**Inverse problem: fields on a Li $n=25$ atom during crossed-field preparation of a circular state**

**Model** (atomic units, $H_1=\tfrac12\mathbf B\cdot\mathbf L+\mathbf F\cdot\mathbf r$; the spin Zeeman term cancels in $\Delta m_s=0$ lines). Take $\mathbf A=n[\tfrac12(\mathbf p\times\mathbf L-\mathbf L\times\mathbf p)-\hat{\mathbf r}]$. Within the shell $\mathbf r\to-\tfrac{3n}{2}\mathbf A$, and $\mathbf J_{1,2}=(\mathbf L\pm\mathbf A)/2$ are commuting angular momenta with $j=(n-1)/2$ (Pauli 1926). Hence
$$H_1=\boldsymbol\omega_1\cdot\mathbf J_1+\boldsymbol\omega_2\cdot\mathbf J_2,\quad \boldsymbol\omega_{1,2}=\tfrac12\mathbf B\mp\tfrac{3n}{2}\mathbf F,\quad E^{(1)}=|\boldsymbol\omega_1|n'+|\boldsymbol\omega_2|n'',$$
with $n',n''=-j,\dots,j$. In frequency units, with $\theta$ the angle between the fields,
$$\nu_\pm^2=b^2+f^2\pm2bf|\cos\theta|,\quad b=\mu_BB/h,\quad f=\tfrac32 n\,ea_0F/h .$$
Conversion: $1.3996$ MHz/G and $47.983$ MHz/(V/cm). Crossed fields give $(n'+n'')\sqrt{b^2+f^2}$.

**Setting.** As $F$ is ramped down, the state $n'=n''=j$ passes from the extreme Stark state to the circular state $m=n-1$ along $\mathbf B$ (Delande and Gay 1988; in Li, Hare, Gross and Goy 1988). Halt the ramp; rf lines to the two neighbours lie at $\nu_\pm$.

**Data** (made for the exercise; independent, $\sigma=0.05$ MHz; $B$ fixed, beam along $\mathbf B$, $F$ proportional to voltage). $S,D=\nu_+^2\pm\nu_-^2$, kept unrounded.

| voltage | $\nu_+$/MHz | $\nu_-$/MHz | $S$/MHz² | $D$/MHz² |
|---|---|---|---|---|
| (a) $V$ | 45.0 | 41.5 | 3747.25 | 302.75 |
| (b) $2V$ | 50.0 | 43.6 | 4400.96 | 599.04 |

Find $B$, $F$ (at $V$) and $\theta$.

**Inversion.** $S_a=2(b^2+f^2)$, $S_b=2(b^2+4f^2)$, $D_a=D_b/2=P\equiv4bf|\cos\theta|$. So
$$f^2=\frac{S_b-S_a}{6},\qquad b^2=\frac{4S_a-S_b}{6},$$
giving $f=10.438$, $b=42.008$ MHz (one guard digit). Both $S$ and $D$ have standard deviation $2\sigma\sqrt S$. Estimates of $P$: $D_a$ ($\pm6.1$) and $D_b/2=299.5$ ($\pm3.3$); inverse-variance mean $300.3\pm2.9$ MHz². Consistency: $D_b-2D_a=-6\pm14$ MHz².

**Result** (linear propagation from the four frequencies, weights fixed):

- $B=30.01\pm0.04$ G, $F=0.2175\pm0.0015$ V/cm
- $|\cos\theta|=0.171\pm0.002$, $\theta=80.1^\circ$ or $99.9^\circ$, $\pm0.1^\circ$
- smallest splitting on the ramp: $b\sin\theta=41.4$ MHz, reached by $\nu_-$ at $f=b|\cos\theta|$; the switching rate must stay far below it.

**Errors.** $\sigma_f=\sigma\sqrt{S_a+S_b}/6f=0.07$ MHz, $\sigma_b=\sigma\sqrt{16S_a+S_b}/6b=0.05$ MHz. Data good to $0.1\%$ give $F$ to $0.7\%$, because $f^2$ is a difference of close sums. Correlation of $b$ and $f$: $-0.85$.

**Uniqueness.** One voltage: two data, three unknowns, and symmetry $b\leftrightarrow f$. Two voltages fix $b$, $f$, $|\cos\theta|$. Parity reverses $\mathbf F$ but not $\mathbf B$, so $\theta\leftrightarrow180^\circ-\theta$ is unresolvable in any order. Since $D\propto|\mathbf B\cdot\mathbf F|$, the consistency test misses a stray field normal to $\mathbf B$. Example: a typical $1500$ m/s across $\mathbf B$ gives a motional $0.045$ V/cm; $10$ mrad of misalignment leaves $0.02$ MHz on the scale of $f$. A third voltage exposes the term of $S$ linear in $V$.

**Is Li hydrogenic here?** Worst case (b). Angle $\gamma$ between $\boldsymbol\omega_1,\boldsymbol\omega_2$: $\cos\gamma=(b^2-4f^2)/\nu_+\nu_-=0.61$; eccentricity $e=|\langle\mathbf A\rangle|/(n-1)=\sin(\gamma/2)=0.44$; $\ell\approx(n-1)\sqrt{1-e^2}=21.5$. Quantise along the axis of the lowered $\mathbf J$: $\ell\le2$ needs the other projection within three steps of $-j$. For all three states the weight in $\ell\le2$ is thus at most $\sum_{k=0}^{3}\binom{24}{k}(1-e^2)^k e^{2(24-k)}<2\times10^{-12}$. Times the largest defect shift, $\delta_s/n^3=0.17$ THz (approximate $\delta_s=0.40$), this is under 1 Hz.

Scales of the other neglected terms:

- quadratic Stark, $n^5(2F)^2$: $0.5$ kHz
- diamagnetic, $B^2\rho^2/8$ with in-shell $\rho^2=\tfrac{n^2}{2}[n^2+3+L_z^2+4A^2-5A_z^2]$: the lines move by $1.4$ kHz in (a), by $0.5$ and $0.2$ kHz in (b), below the circular-limit scale $n^3B^2/8=2$ kHz
- core polarisation, whole level shift $\tfrac12\alpha_c\langle r^{-4}\rangle$ at $\ell=21$ (approximate $\alpha_c=0.19$): $10$ kHz, with $d\ln\langle r^{-4}\rangle/d\ell=-0.26$; the change of $\ell$ given below and the wider $\ell$ spread of the lowered state move a line by $1$ to $2$ kHz
- relativistic, $\alpha^2/2n^3\ell^2$ per unit of $\ell$: $24$ kHz; one quantum lowers $\ell$ by about $(n-1)\cos\gamma/2\ell<\tfrac12$, so a line moves by roughly $0.01$ MHz.

All lie below $\sigma$; data ten times sharper would need only the relativistic term.